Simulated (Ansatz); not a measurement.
Abstraction of Cl: SiH2(SiH3)Cl + C2H5ClIn → SiH3(SiH2) + C2H5Cl2In

Species: SiH2(SiH3)Cl, singlet; C2H5ClIn `C[CH2][In][Cl]`, doublet; SiH3(SiH2), doublet; C2H5Cl2In `C[CH2][In]([Cl])[Cl]`, singlet. A radical takes Cl: the energy is the difference in strength between the Si–Cl bond broken and the In–Cl bond made.

Shapes, held fixed at every level: PBE0-D4/def2-TZVP. Flexible molecules stand in one conformer, not always the lowest. Programs: Ansatz 0.2.0. Electronic energies: no zero-point or thermal term.

(1) Estimate ΔE of this reaction.

Results:

(1) The highest level, CCSD(T)/def2-TZVPP, gives ΔE = +55.1 kJ/mol; the levels span +50.1 to +76.2. The column of differences is taken from that level and isn't an error. No measured value is set beside it here. Spin contamination: C2H5ClIn (⟨S²⟩ up to 0.80). Open shells run unrestricted. For atoms past krypton def2 sets carry core potentials with scalar relativity. Outer-core shells of In are correlated in most correlated rows, in sets that cover them unevenly. Times are processor times on shared x86 and Arm servers, and rough.

| level | kind | ΔE (kJ/mol) | less CCSD(T)/def2-TZVPP | CPU time (sum over the molecules) |
| --- | --- | --- | --- | --- |
| MP2/def2-TZVPP | perturbation theory | +53.1 | -2.0 | – |
| HF/def2-TZVPP | Hartree–Fock | +50.1 | -5.0 | – |
| PBE-D4/def2-TZVPP | GGA | +68.8 | +13.7 | 45 s |
| r2SCAN-D4/def2-TZVPP | meta-GGA | +61.8 | +6.7 | 1.7 min |
| B3LYP-D4/def2-TZVPP | global hybrid | +76.2 | +21.1 | 89 s |
| wB97X-V/def2-TZVPP | range-separated hybrid | +58.5 | +3.4 | 2.8 min |
| CCSD(T)/def2-TZVPP | coupled cluster or CI | +55.1 | 0.0 | 3.3 min |

Chlorine transfer from silicon to indium is uphill at every level, by +55.1 kJ/mol with CCSD(T), so the Si–Cl bond broken is clearly stronger than the In–Cl bond made. Both bonds are strongly polar, but silicon's compact 3s and 3p orbitals overlap better with chlorine than indium's diffuse 5s and 5p orbitals do. The step also takes indium from the +2 to the +3 state, drawing the remaining 5s-rich electron into bonding; its tight binding probably lowers the gain further.

Hartree–Fock lies close to coupled cluster, which suggests that much of the correlation energy cancels when one metal– or metalloid–chlorine bond replaces another. All four density functionals make the reaction more endothermic than CCSD(T) does, B3LYP-D4 most of all. As it lies above even PBE-D4, a lack of exact exchange alone can't explain the spread.

The energies favour the reverse transfer, from the indium dichloride to the disilanyl radical, but without a transition state they don't show how fast it would be.
